The row that looks wrong is epitaxial strain of +4 %. As rutile TiO₂ is stretched in its square plane, the gap at first opens faster with each per cent: it gains 0.031 eV from +1 to +2 % and 0.036 eV from +2 to +3 %. The last per cent then adds only 0.029 eV. Over that same step the least direct gap, between a filled and an empty state at one k point, gains 0.048 eV and shows no slowing.

Rutile TiO₂ (6-atom cell, unstrained a = 4.597 Å, c = 2.954 Å), computed with Ansatz 0.2.0 using PBE, plane-wave PAW, a 420 eV cutoff and a 6×6×8 k mesh. Strain is per length and changes are from the unstrained r2SCAN cell; atoms, and the free normal under epitaxial strain, were relaxed with r2SCAN. Band edges were also searched between mesh points.

```
 strain kind  strain (%)  band gap (eV)  band gap change (eV)  least direct gap change (eV)  gap kind
epitaxial xy          -4          1.963                 0.075                         0.075    direct
epitaxial xy          -3          1.920                 0.032                         0.032    direct
epitaxial xy          -2          1.893                 0.006                         0.006    direct
epitaxial xy          -1          1.882                -0.006                        -0.006    direct
epitaxial xy           1          1.904                 0.016                         0.016    direct
epitaxial xy           2          1.935                 0.047                         0.047    direct
epitaxial xy           3          1.971                 0.084                         0.089  indirect
epitaxial xy           4          2.000                 0.113                         0.137  indirect
 hydrostatic          -4          2.046                 0.158                         0.158    direct
 hydrostatic          -3          2.001                 0.114                         0.114    direct
 hydrostatic          -2          1.959                 0.071                         0.071    direct
 hydrostatic          -1          1.920                 0.033                         0.033    direct
 hydrostatic           1          1.857                -0.030                        -0.030    direct
 hydrostatic           2          1.836                -0.052                        -0.052    direct
 hydrostatic           3          1.815                -0.072                        -0.072    direct
 hydrostatic           4          1.790                -0.098                        -0.085  indirect
```

The band gap is the smallest distance between any filled and any empty state in the crystal. As long as the same two states hold the edges, the gap follows them smoothly. When another state takes over an edge, it does so because it makes the gap smaller. A takeover therefore bends the curve downward from its earlier course, and the least direct gap, as long as it stays at the old k point, shows where that course would have led.

By this test three rows break the pattern: epitaxial +3 and +4 %, and hydrostatic +4 %. They are the three indirect rows. In the others both edges lie at Γ, the centre of the Brillouin zone. To size the breaks we need the smooth course itself, and volume alone does not give it.

Compare epitaxial +4 % with hydrostatic +2 %. Both cells have grown by about 6 % in volume, yet the first has a gap 0.164 eV wider. The difference is shape. Hydrostatic strain here stretches all edges equally, whereas an epitaxial film stretched in its plane contracts along the free normal, so that c/a drops by 5.9 %.

The volume effect has a likely explanation, which these runs do not test. The filled states at the edge are mostly O 2p and the empty ones mostly Ti 3d with some antibonding O 2p character; shorter bonds strengthen this mixing and push the empty states up from the filled ones, so the gap widens under compression. The shape effect is clear in the numbers, but its origin in particular bonds is not. A plausible guess is that a lower c/a tightens the chains of octahedra along c while it loosens the contacts across them, which moves the two edge states by different amounts.

A simple model adds the two effects. Let v be the natural logarithm of the volume ratio to the unstrained cell, and t the same logarithm for c/a. Expanding the distance between two fixed states to second order in each gives, in eV,

gap change = −1.02 v + 2.3 v² − 1.54 t + 25 t²

The four coefficients were fitted to the 13 direct rows, with a typical miss of 1 meV; the three indirect rows were left out because in each of them one edge is a different state. The shape terms also contain the shift of the oxygen atoms that comes with the change of c/a, and any coupling between volume and shape: the epitaxial rows change both together along a single path, so the fit cannot separate such a coupling.

For epitaxial +4 %, a row outside the fit, v = ln 1.059 = 0.057 and t = ln 0.9414 = −0.060. With unrounded inputs the two parts are

volume part = −0.051 eV
shape part = +0.184 eV
sum = +0.133 eV

The least direct gap rises by 0.137 eV, so the model follows it to within 4 meV. The band gap itself rises by only 0.113 eV, which is 20 meV less than the model predicts. Since the model runs 3 to 4 meV below the direct gap in all three indirect rows, this slightly understates the break in the row that looked wrong; measured from the least direct gap itself, it is 24 meV.

Its cause is a change in the top of the valence band. At +2 % the highest filled state is still at Γ. At +3 % it lies one eighth of the way from Γ to M, a corner of the zone in the stretched plane, and at +4 % three sixteenths of the way. The hilltop has sunk into a shallow dip at Γ, with higher ground beside it.

A simple band shape shows how such a break begins. Near Γ, let the energy at distance k along this line be

E(k) = E(Γ) + a k² − b k⁴

with b positive. While a is negative, the top sits at Γ. Once strain makes a positive, the top moves out to k² = a/(2b) and rises above Γ by a²/(4b). If a grows in proportion to the strain beyond some onset, this rise grows as the square of that excess, so the break starts gently.

The rise is 5.6 meV at +3 % and 24 meV at +4 %; the second value is the least direct gap less the band gap, which assumes that the lowest empty state and the direct gap are still at Γ. The square root of their ratio is about 2.1, so the excess strain must roughly double between these rows, which puts the onset near +2 %. The positions of the band top lead to 2.2 %. They are known only in coarse steps, and two rows cannot prove the assumed band shape, but both estimates agree with the top still being at Γ at +2 %.

The gentle start also explains why epitaxial +3 % hardly looks irregular. Its gap lies only 1 meV below the smooth model, which itself misses the direct gap there by 4 meV. The fit cannot detect this break. The evidence is the band edge found away from Γ.

Hydrostatic +4 % breaks the pattern in another way. Here the valence top stays at Γ, and the lowest empty state jumps to R, a distant point on the zone boundary. States at different k points combine the Ti and O orbitals differently, so expansion moves them at different rates, and at some strain one valley overtakes the other. The gap ends up 10 meV below the smooth model and 13 meV below the least direct gap.

Such an overtaking starts with a kink, after which the shortfall should at first grow in proportion to the extra strain. At +3 % the lowest empty state is still at Γ, so the switch falls between the last two rows. With only one row beyond it, that growth cannot be tested here. The exact strain of the switch is also delicate, because the two valleys are only about 0.01 eV apart at +4 % and another functional could easily shift their order.

One more feature may look like a break: the shallow minimum of the epitaxial gap at −1 %. It curves upward on both sides, and a takeover bends a curve the other way. In the model, the smaller volume at −1 % widens the gap by 14 meV while the shape part narrows it by 19 meV. At −4 % both parts of the model widen it, because the t² term has outgrown the linear one; how much of that term is shape alone and how much is coupling to volume, these rows cannot tell. The dip is only 6 meV deep, and no test of cutoff or k mesh supports so small a depth.

For a rutile film with c along its normal, the practical lesson is to avoid borrowing the response of the bulk to uniform stretching. Around zero strain the gap changes by +11 meV per per cent of in-plane strain, but by −31 meV per per cent when all edges are stretched together. Even the sign differs, because the film changes shape. To estimate the direct gap at Γ of such a film, find how far its free normal moves, then add the volume and shape parts; the quadratic shape term is known only along the path computed here, so the sum is untested for a film whose normal moves differently.

Uniform strain is not the same as uniform pressure either. With all edges shortened by 4 %, the stress is 48 GPa along c but only 41 GPa in the plane. Under equal pressure from all sides, c should therefore shrink less than a, and the rise in c/a would add a shape effect of its own.

For the calculation, search for the band edges between the mesh points before fitting a slope. At epitaxial +4 % the k mesh alone would give a gap 20 meV too wide and hide most of the break. Fit the response of the Γ states to the direct gap, and report the band gap separately once an edge has moved. A single curve through all the band gaps would mix the response of one pair of states with a change of states.

These are changes within PBE, which puts the gap of rutile roughly 1 eV too low. The cells come from r2SCAN, so zero strain is not the zero-pressure cell of PBE. The stretched rows carry a further risk: PBE tends to make expanded rutile unstable towards a polar distortion, which the symmetry kept here forbids. Before applying the tensile results to a real film, check the phonons and let the atoms leave their symmetric positions.

The printed output below gives the fit and the size of each break.

The analysis program printed:

```
fit of band_gap_change on 13 rows (~ind): coefficient of lnv -1.021 +/- 0.007, coefficient of lnv2 2.293 +/- 0.071, coefficient of lnca -1.54 +/- 0.023, coefficient of lnca2 25.05 +/- 0.38; rms 0.00102, worst hydrostatic -0.0016, leave-one-out rms 0.00183
  rows outside the fit (model, value, miss): epitaxial xy 0.08512, 0.084, 0.00112; epitaxial xy 0.1332, 0.113, 0.0202; hydrostatic -0.08834, -0.098, 0.00966
volume part of the gap change in the model, epitaxial rows (meV): 58.56, 14.04, -50.96
shape part of the gap change in the model, epitaxial rows (meV): 17.01, -18.79, 184.1
volume change of two rows of nearly equal volume (%): 5.899, 6.121
change of c/a in the same two rows (%): -5.857, 0
gap of epitaxial +4 less gap of hydrostatic +2 (eV): 0.164
slope of the gap around zero strain, epitaxial (meV per % strain): 11
slope of the gap around zero strain, hydrostatic (meV per % strain): -31.5
gap below the least direct gap, indirect rows (meV): 5, 24, 13
gap below the smooth model, indirect rows (meV): 1.121, 20.19, 9.663
smooth model less least direct gap, indirect rows (meV): -3.879, -3.809, -3.337
rise of the valence edge off the zone centre at epitaxial +3 (meV): 5.644
error of the gap on the k mesh alone at epitaxial +4 (meV): 20.1
onset of the shift of the valence edge, from its energy (% strain): 2.058
onset of the shift of the valence edge, from its place (% strain): 2.2
```
